Levels of Sm5+ from radial Dirac CI 1: relativistic CI on Dirac orbitals in exchange-only KLI potentials, with zero-frequency Breit and model QED terms and a closed [Kr] 4d10 core. The base run scales the valence Slater integrals by 0.85 and adds a P86 correlation energy to each configuration. Energies are counted from 4f3 5s2 5p6 4Io J = 9/2, shifts from the base run.

| level | weight of the leading LS term, base (%) | energy, base (cm⁻¹) | shift with valence Slater integrals scaled by 0.75 (cm⁻¹) | shift with no correlation estimate (cm⁻¹) |
| --- | --- | --- | --- | --- |
| 4f3 5s2 5p6 4Io J=9/2 | 95 | 0 | 0 | 0 |
| 4f3 5s2 5p6 4Io J=11/2 | 98 | 3005 | 49 | 0 |
| 4f3 5s2 5p6 4Io J=13/2 | 99 | 6109 | 48 | 0 |
| 4f3 5s2 5p6 4Io J=15/2 | 98 | 9246 | 2 | 0 |
| 4f3 5s2 5p6 4Fo J=3/2 | 91 | 15757 | -1622 | 3 |
| 4f3 5s2 5p6 4Fo J=5/2 | 96 | 17465 | -1549 | 3 |
| 4f3 5s2 5p6 4Fo J=7/2 | 84 | 18777 | -1604 | 3 |
| 4f3 5s2 5p6 4So J=3/2 | 91 | 18943 | -1664 | 0 |
| 4f3 5s2 5p6 4Fo J=9/2 | 74 | 20624 | -1537 | 3 |
| 4f3 5s2 5p6 4Go J=5/2 | 97 | 23743 | -2449 | 6 |
| 4f3 5s2 5p6 2Ko J=13/2 | 98 | 25003 | -2396 | 2 |
| 4f3 5s2 5p6 4Go J=7/2 | 77 | 26319 | -2325 | 5 |

**Q.** All rows of this relativistic CI calculation on Sm⁵⁺ belong to 4f³. Why does lowering the Slater scale from 0.85 to 0.75 leave the ⁴I levels within 49 cm⁻¹ while the others fall by 1537 to 2449 cm⁻¹?

**A.** In a label such as 4Io J=9/2 (⁴I₉/₂) the 4 is 2S + 1, the letter gives L, o means odd parity and J is the total angular momentum. Two interactions split the shell: H = s Σ Fᵏ fₖ + ζ Σ l·s. The Slater integrals Fᵏ, with angular factors fₖ and scale s, describe the repulsion of the 4f electrons and separate the terms (S, L), while the spin-orbit constant ζ splits each term into its J levels and is not scaled. The four ⁴I levels share one electrostatic energy, so to first order they keep their spacing, and every other term moves towards them.

**Q.** Can I predict how far a term falls, and why ⁴G falls more than ⁴F?

**A.** In pure LS coupling the shift is −0.10 times the unscaled electrostatic gap to ⁴I. The angular algebra of f³ gives that gap as 21E³ for both ⁴F and ⁴S and 33E³ for ⁴G, where 21E³ = 35F₂ + 42F₄ − 637F₆. The base run gives the integrals in cm⁻¹:

F₂ = F²/225 = 121 939/225 = 541.95, F₄ = F⁴/1089 = 77 063/1089 = 70.765, F₆ = 25F⁶/(3 × 11 × 13)² with F⁶ = 55 603

The sum is 21E³ = 17 129 cm⁻¹, shift = −1713 cm⁻¹

Nothing is fitted here. The five ⁴F and ⁴S levels fall by 1537 to 1664 cm⁻¹, somewhat less than this. The predicted ratio ⁴G/⁴F is 33/21 = 1.57, and the table gives 1.58 for the two J = 5/2 levels but 1.45 for the two J = 7/2 levels, whose terms are more strongly mixed.

**Q.** The integrals are cut by 0.10/0.85 = 11.8%, yet no level loses that share of its energy. Why?

**A.** Energies are counted from ⁴I₉/₂, which spin-orbit coupling has placed at the bottom of its multiplet, so each excited level carries an offset that does not scale. The offset is smallest for the lowest J of a multiplet: ⁴F₃/₂ and ⁴G₅/₂ lose 10.3% of their energy. It is largest for ⁴F₉/₂, which loses only 7.5%.

**Q.** The ⁴I levels shift by +49, +48 and +2 cm⁻¹, the first two far above the rounding. What causes this pattern?

**A.** Spin-orbit mixing between terms explains most of it. For its leading, second-order part, take the p² configuration of carbon: ³P₀ is pushed down by ¹S₀ and ³P₂ by ¹D₂, each by an amount of order ζ²/gap, while ³P₁ has no partner. Shrink the gaps and both ends sink relative to the middle. The analogy is a rough one, since f³ has three integrals and every J of ⁴I has doublet partners.

The run shows this pattern. The leading weight drops from 95 to 94% at J = 9/2 and from 98 to 97% at J = 15/2, and is unchanged for the two middle levels. As the zero sinks, the middle levels appear to rise, and J = 15/2 sinks along with the zero. The same mixing bends the multiplet away from the Landé rule, under which each interval divided by the upper J would be constant; here it runs 546, 478, 418 cm⁻¹.

Diagonalising H in f³ with the run's own Fᵏ and ζ gives +54, +61 and +23 cm⁻¹, as the output after this text shows. The sign is right in all three, but J = 15/2 is missed by 21 cm⁻¹. With ζ halved the estimated shifts drop by factors of about two to three and a half, short of the four of a pure ζ² law, so higher orders count too, most of all at J = 15/2, where the second-order push alone would leave a clearly larger rise. Since the integrals come from the same calculation, this dissects the CI result and is no test of it.

**Q.** Does that f³ matrix also account for the excited terms?

**A.** Not fully. It puts all eight too high, by 252 to 779 cm⁻¹, and makes them fall too far, by 78 to 222 cm⁻¹, worst for ⁴G₅/₂ on both counts. A depression linear in s would relax by 12%, one quadratic in s by 1 − (0.75/0.85)² = 22%, and the misfits in energy relax by 17% (²K₁₃/₂) to 33% (⁴S₃/₂), that of ⁴G₅/₂ by 222/779 = 28%. My guess is mixing with other odd configurations, a second-order push whose integrals are presumably scaled too. A push simply quadratic in s gives only the 22%, though, and every level but ²K₁₃/₂ relaxes by more, so the guess does not account for the full change, and these runs do not isolate the mixing.

**Q.** Dropping the correlation estimate moves nothing by more than 6 cm⁻¹. Is correlation then unimportant for these levels?

**A.** No, the column is small by construction. P86 adds one energy to each configuration, which cancels between levels of 4f³ and can act only by moving the configurations that mix in. Among the excited levels these small shifts are largest for ⁴G₅/₂ and smallest for ⁴S₃/₂, as are the energy misfits of the f³ matrix, which supports the guess above. The same switch lowers the ionisation energy of 90.73 eV by 1.24 eV, because there two configurations are compared. Correlation that depends on the term is what the scale s stands in for, so the neighbouring column is the measure of that sensitivity.

**Q.** What does control the ⁴I spacings?

**A.** The spin-orbit strength, and through it the Breit term. The run assigns it −301, −615 and −931 cm⁻¹ for J = 11/2, 13/2 and 15/2, a steady 10% of each energy and more than either tested change. Theory attributes this mainly to the spin-other-orbit interaction, which partly screens ζ. The QED shares have the opposite sign and reach only 46 cm⁻¹.

**Q.** Which digits and labels can I trust?

**A.** A change of 0.01 in s moves the excited terms by 154 to 245 cm⁻¹, so the last two or three digits of their energies belong to the setting. ⁴S₃/₂ lies 166 cm⁻¹ above ⁴F₇/₂ and 106 cm⁻¹ at the lower scale; the order holds in all three runs but reverses in the f³ matrix, so it is not secure.

The table is not the full spectrum: ²H₉/₂, ²H₁₁/₂ and ²G₇/₂ also lie within its range and are left out. Labels name only the leading term. ⁴F₉/₂ is 74% ⁴F, and its Landé g factor is 1.238 against 1.333 for the pure term. The value 0.85 was chosen on measured levels, so these shifts show sensitivity and say nothing on accuracy.

Output of the analysis:

```
energies in cm-1, table rounding 0.5; cut of the Slater integrals 0.10/0.85 = 11.76 %
level, base, shift(0.75), % of base, base+shift/0.1176, shift(no P86), Breit, QED, weight % 0.85/0.75
4I11/2    3005     49   1.63   3422   0  -301  17  98/98
4I13/2    6109     48   0.79   6517   0  -615  32  99/99
4I15/2    9246      2   0.02   9263   0  -931  46  98/97
4F3/2    15757  -1622 -10.29   1970   3    40   5  91/89
4F5/2    17465  -1549  -8.87   4299   3  -165  17  96/95
4F7/2    18777  -1604  -8.54   5143   3  -305  21  84/80
4S3/2    18943  -1664  -8.78   4799   0  -211  21  91/89
4F9/2    20624  -1537  -7.45   7560   3  -522  33  74/72
4G5/2    23743  -2449 -10.31   2927   6    -1   7  97/97
2K13/2   25003  -2396  -9.58   4637   2  -477  21  98/97
4G7/2    26319  -2325  -8.83   6557   5  -313  25  77/72
lowest level 4I9/2: weight 95/94 %, estimate 96/95 %
estimate: level, pure-LS shift, shift with spin-orbit, table-estimate, energy, table-estimate, weights
4I11/2       0     54     -5    3000      5  99/98
4I13/2       0     61    -13    6128    -19  99/99
4I15/2       0     23    -21    9313    -67  98/97
4F3/2    -1713  -1766    144   16253   -496  91/89
4F5/2    -1713  -1692    143   17983   -518  97/96
4F7/2    -1713  -1743    139   19330   -553  84/80
4S3/2    -1713  -1748     84   19195   -252  91/89
4F9/2    -1713  -1666    129   21132   -508  75/73
4G5/2    -2692  -2671    222   24522   -779  98/98
2K13/2   -2555  -2474     78   25459   -456  98/98
4G7/2    -2692  -2538    213   27042   -723  82/77
worst shift 4G5/2 222; worst energy 4G5/2 -779 (-3.3 %)
unscaled LS gaps to 4I: 4F 17129, 4S 17129, 4G 26917, 2K 25554; 4G/4F 1.571 (33/21 = 1.571)
table shift ratios: 4G5/2 to 4F3/2 1.510, 4G5/2 to 4F5/2 1.581
integrals used as printed (scale 1): 4F3/2 at 18881, scale 0.85: 16253, table 15757
4I intervals: base [3005. 3104. 3137.] at 0.75 [3054. 3103. 3091.] change [ 49.  -1. -46.]
4I interval/J upper: [546. 478. 418.] Lande zeta/3 = 459, Lande intervals [2523. 2982. 3440.]
4I width: table 9246, less Breit and QED 10131, Lande 8945, estimate 9313
estimate with zeta halved, 4I shifts: [15.8 20.3 11.7] full zeta: [54.4 60.8 22.9]
Breit as % of width: 4I [-10.  -10.1 -10.1] 4F3/2-9/2 -11.6, 4G5/2-7/2 -12.1
4F width 3/2 to 9/2: base 4867, at 0.75 4952
4S3/2 above 4F7/2: base 166, at 0.75 106, no P86 163
g run / pure LS: 4I9/2 0.734/0.727, 4F3/2 0.442/0.400, 4F9/2 1.238/1.333
ionisation energy 90.73 eV; change at 0.75 +0.52, no P86 -1.24 eV; largest level shift no P86 6 cm-1
shift per 0.01 of scale, excited terms: -154 to -245
```
